A deep filled level that interacts with a higher one pushes it upward, and the pushed state takes in some of the deep level's character. The farther the push, the more it takes in. In tetragonal lead oxide the deep level is the 6s pair of lead and the higher one is 2p of oxygen. This suggests a way to read orbital character off an energy scale: find where a group of oxygen states begins, measure how far above that point a state lies, and its lead 6s share should grow with that height.

## The scaling argument

Let the two levels lie a distance $D$ apart and let $V$ be the strength of their interaction. As long as $V$ is small against $D$, the upper level rises by $V^2/D$. The same interaction mixes the deep orbital into the upper state with an amplitude $V/D$, which means a weight of $V^2/D^2$. Dividing one result by the other removes the interaction strength:

$$\text{6s weight} = \frac{\text{rise}}{D}.$$

The strength of the interaction differs from one electron wave in the crystal to the next and is hard to guess. The rise is not known exactly either, because the energy of an oxygen level free of lead is not at hand. As a stand-in, the rule takes the height above the bottom of the group, which can be read from an energy axis. The estimate is then a straight line through zero, with one slope to be found.

Density of states of tetragonal PbO (P4/nmm, a = 4.034 Å, c = 4.993 Å, 4 atoms per cell), computed with Ansatz 0.2.0 using PBE+D3(BJ), spin-orbit coupling, plane-wave PAW, a 420 eV cutoff and an 8×8×6 k mesh. Tetrahedron-method densities are averaged over 0.2 eV bins; orbital parts are Löwdin projections summed over sites. Energies are counted from the Fermi level, placed at mid-gap.

```csv
energy (eV),density of states total (states/eV/cell),DOS O 2p j1.5 (states/eV/cell),DOS Pb 6p j1.5 (states/eV/cell),DOS O 2p j0.5 (states/eV/cell),DOS Pb 6p j0.5 (states/eV/cell),DOS Pb 6s j0.5 (states/eV/cell)
-4.75,3.49,2.01,0.40,0.31,0.59,0.08
-4.55,2.09,1.11,0.27,0.27,0.34,0.04
-4.35,2.81,1.26,0.42,0.72,0.30,0.04
-4.15,2.91,1.33,0.42,0.75,0.29,0.03
-3.95,3.34,1.52,0.46,0.96,0.29,0.02
-3.75,2.64,1.22,0.33,0.77,0.24,0.02
-3.55,0.74,0.33,0.08,0.22,0.07,0
-3.35,1.96,0.91,0.18,0.65,0.14,0.01
-3.15,2.91,1.36,0.27,0.93,0.23,0.02
-2.95,3.26,1.49,0.36,1.03,0.23,0.05
-2.75,3.48,1.58,0.40,1.06,0.23,0.12
-2.55,3.80,1.62,0.44,1.07,0.28,0.31
-2.35,4.17,1.83,0.46,1.14,0.24,0.41
-2.15,3.09,1.65,0.26,0.77,0.14,0.21
-1.95,5.59,2.98,0.40,1.4,0.27,0.44
-1.75,4.57,2.36,0.37,1.11,0.19,0.46
-1.55,2.46,1.13,0.28,0.48,0.17,0.36
-1.35,1.88,0.86,0.22,0.32,0.15,0.31
-1.15,1.21,0.55,0.11,0.2,0.08,0.24
-0.95,0.85,0.38,0.06,0.15,0.05,0.2
-0.75,0.70,0.32,0.03,0.13,0.02,0.18
-0.55,0.07,0.03,0,0.01,0,0.02
-0.35,0,0,0,0,0,0
-0.15,0,0,0,0,0,0
0.05,0,0,0,0,0,0
0.25,0,0,0,0,0,0
0.45,0,0,0,0,0,0
0.65,0,0,0,0,0,0
0.85,0.04,0,0.02,0,0.01,0
1.05,0.16,0.01,0.07,0,0.04,0
1.25,0.35,0.02,0.13,0.01,0.11,0.03
1.45,0.80,0.07,0.23,0.03,0.31,0.08
1.65,1.35,0.15,0.38,0.04,0.53,0.09
1.85,1.81,0.24,0.52,0.05,0.67,0.1
2.05,2.60,0.39,0.72,0.1,0.94,0.16
2.25,2.78,0.46,0.73,0.12,0.98,0.21
2.45,3.01,0.51,0.87,0.15,0.93,0.29
2.65,2.86,0.5,0.90,0.17,0.75,0.32
2.85,3.12,0.53,0.95,0.22,0.84,0.37
3.05,0.74,0.08,0.24,0.05,0.26,0.06
```

## Reading the states

The energy is counted from the middle of the gap, so the filled states have negative energies. "Density of states total" says how many states there are per eV in one cell, and the other columns say how much of that belongs to each orbital. Spin-orbit coupling splits the p orbitals into two kinds, j1.5 and j0.5, which are simply added here. The 6s share is the column "DOS Pb 6s j0.5" divided by the total.

A dip at −3.55 eV separates a group of states that reaches from there up to the gap. The group holds eight states a cell, and O 2p makes up more than three fifths of every row from −3.35 to −0.75 eV. Over these rows the 6s share climbs from below 1 % to about 26 %, and only one step, from −2.35 to −2.15 eV, goes down. The computed states near the top of the filled range thus have, on average, about a quarter of their weight on lead 6s orbitals.

The deep partner lies outside the table. About 80 % of all 6s electrons are found below its lowest row, so what appears near the gap is the smaller part that mixing has carried upward. Standard bonding theory calls these upper states antibonding between Pb 6s and O 2p. That name comes from theory, because a density of states counts weights and carries no sign of bonding.

## The rule

Height is measured from −3.45 eV, the boundary between the dip and the first row of the group. A straight line through zero, fitted to the fourteen rows from −3.35 to −0.75 eV, has a slope of 8 % per eV:

$$\text{6s share} \approx 8\,\%\ \text{per eV} \times h, \qquad h = E + 3.45\ \text{eV},$$

where $E$ is the energy in the table. Multiplying the share by the total density gives the 6s density itself. The row at −0.55 eV was left out of the fit because its densities are so small that the printed digits no longer fix a share.

## Two rows worked

Take −1.35 eV first. The height is $-1.35 + 3.45 = 2.1$ eV, and the rule gives a share of $8 \times 2.1 \approx 17\,\%$. The total density in this row is 1.88 states per eV, so the 6s part should be $0.17 \times 1.88 \approx 0.32$. The calculation gives 0.31.

Now take −1.95 eV, where the total density has its highest peak. The height is 1.5 eV, the share comes out as 12 %, and the 6s density as $0.12 \times 5.59 \approx 0.67$. The calculation gives 0.44, so the estimate is too high by about half. Both rows took part in the fit of the slope; they show how the rule is used and how unevenly it performs, and they do not test it independently.

## Why the peak spoils the estimate

The failure at −1.95 eV does not come from a shortage of 6s. The 6s density there is almost the highest among the filled states of the table. What stands out is the amount of oxygen: the O 2p density is the largest in the table, and it makes up 78 % of this row, against 64 % at −0.75 eV. The 6s share is low because it is diluted. A peak of oxygen is not the whole story, though. At −2.15 eV the rule is too high by nearly as much, and there the 6s density itself drops to about half that of the neighbouring rows.

The scaling argument suggests what has gone wrong. It treats the whole height in the group as a push from below by the 6s level. Oxygen states also spread in energy because neighbouring oxygen atoms interact with each other, and some of them point in directions, or have a symmetry, that let them mix little with 6s. Such states can stand high in the group without having been pushed there by lead. That they crowd into this particular peak is a plausible reading of the columns, which do not sort the states by symmetry.

For the same reason the slope is a working number. Its inverse, about 12 eV, must not be read as the distance between the 6s and 2p levels, since it also absorbs the dilution.

## How good the rule is

Over the fourteen rows the typical miss is 2.5 percentage points of the total density, and nine rows are met within 3 points. This is good enough to tell a row with a tenth of 6s character from one with a quarter. Each row is an average, and single states at the same energy may differ more than that. The estimate is poor in relative terms at the bottom of the group, where the computed share is below 1 % and the rule gives up to a few times as much. Added up over the group, the rule finds 0.78 electrons of 6s character a cell, where the calculation has 0.66, because it overshoots where the states are most numerous.

The misses have a pattern. The rule is too high around the peak and too low in the last three fitted rows below the gap, so the computed share steepens towards the top. The k mesh was not tested for convergence, so small differences between neighbouring rows should not be read as physics. A share that grows with the square of the height fits slightly better, with a typical miss of 2.1 points. The table therefore does not single out the straight line, which is kept because it follows from a simple argument and can be used in the head.

## When the better formula does worse

A quarter is no longer a small weight, so it is tempting to solve the two-level problem exactly. If the upper state lies $h$ above the oxygen level, it lies $h + D$ above the 6s level, and the weights of 6s and 2p stand in the ratio $h/(h+D)$. The 6s share becomes

$$\text{6s share} = \frac{h}{2h + D}.$$

This curve flattens with height, because two levels that mix ever more strongly approach equal shares. The computed share steepens instead. With $D$ set to 7, 9 or 11 eV, the typical miss is 3.5 points at best, which is worse than the straight line. More exact algebra for two levels does not help here, probably because it still replaces a whole band of oxygen states by one level and leaves out the admixture of Pb 6p. The printed output that follows gives the misses of the straight line row by row and the typical miss of each formula.

## Where the rule ends

In the table's rows below −3.45 eV the height is negative, and so is the estimate, while the calculation still finds a 6s share of up to about 2 %. The states there are also mainly O 2p, but they belong to another group, and the zero of the rule has no meaning for them. That zero is a convenient mark on the energy axis and not the energy of an oxygen level free of lead.

Across the gap the failure is gross. At 2.85 eV the rule would give a share of 50 %, and the calculation has 12 %. These empty states come mainly from Pb 6p, so they are not oxygen states that a deep level has pushed upward. The rule follows one family of states and stops where the family changes.

The slope of 8 % per eV belongs to this oxide, this density functional and this way of assigning electrons to orbitals. What carries over is the reasoning. For the same interaction strength, a filled metal s level that lies closer to O 2p pushes harder and mixes in more, so the top of the filled states has more metal character; a deeper one leaves the top more purely oxygen.

The analysis program printed:

```
6s electrons below the window, % of all 6s electrons: 79.53
states in the block from -3.45 eV to the gap, a cell: 8
fitted slope of the 6s share, % per eV: 8.091
rule (8 % per eV) less computed 6s share, rows -3.35 to -0.75, percentage points: 0.2898, 1.713, 2.466, 2.152, -0.9579, -1.032, 3.604, 4.129, 3.534, 0.5659, 0.3106, -1.435, -3.529, -4.114
rms miss of the rule, percentage points: 2.537
rows of these fourteen that the rule meets within 3 percentage points: 9
rms miss of a fitted square law, percentage points: 2.113
rms miss of the full two-level formula with D 7 eV, percentage points: 4.129
rms miss of the full two-level formula with D 9 eV, percentage points: 3.514
rms miss of the full two-level formula with D 11 eV, percentage points: 3.983
row -1.35, 6s share by the rule, %: 16.8
row -1.35, 6s share computed, %: 16.49
row -1.35, 6s density by the rule, states/eV/cell: 0.3158
row -1.95, 6s share by the rule, %: 12
row -1.95, 6s share computed, %: 7.871
row -1.95, 6s density by the rule, states/eV/cell: 0.6708
row -1.95, O 2p share computed, %: 78.35
row -0.75, O 2p share computed, %: 64.29
row -0.75, 6s share computed, %: 25.71
6s electrons in rows -3.35 to -0.75 by the rule, a cell: 0.7797
6s electrons in rows -3.35 to -0.75 computed, a cell: 0.664
row 2.85 (conduction band), 6s share by the rule, %: 50.4
row 2.85 (conduction band), 6s share computed, %: 11.86
```
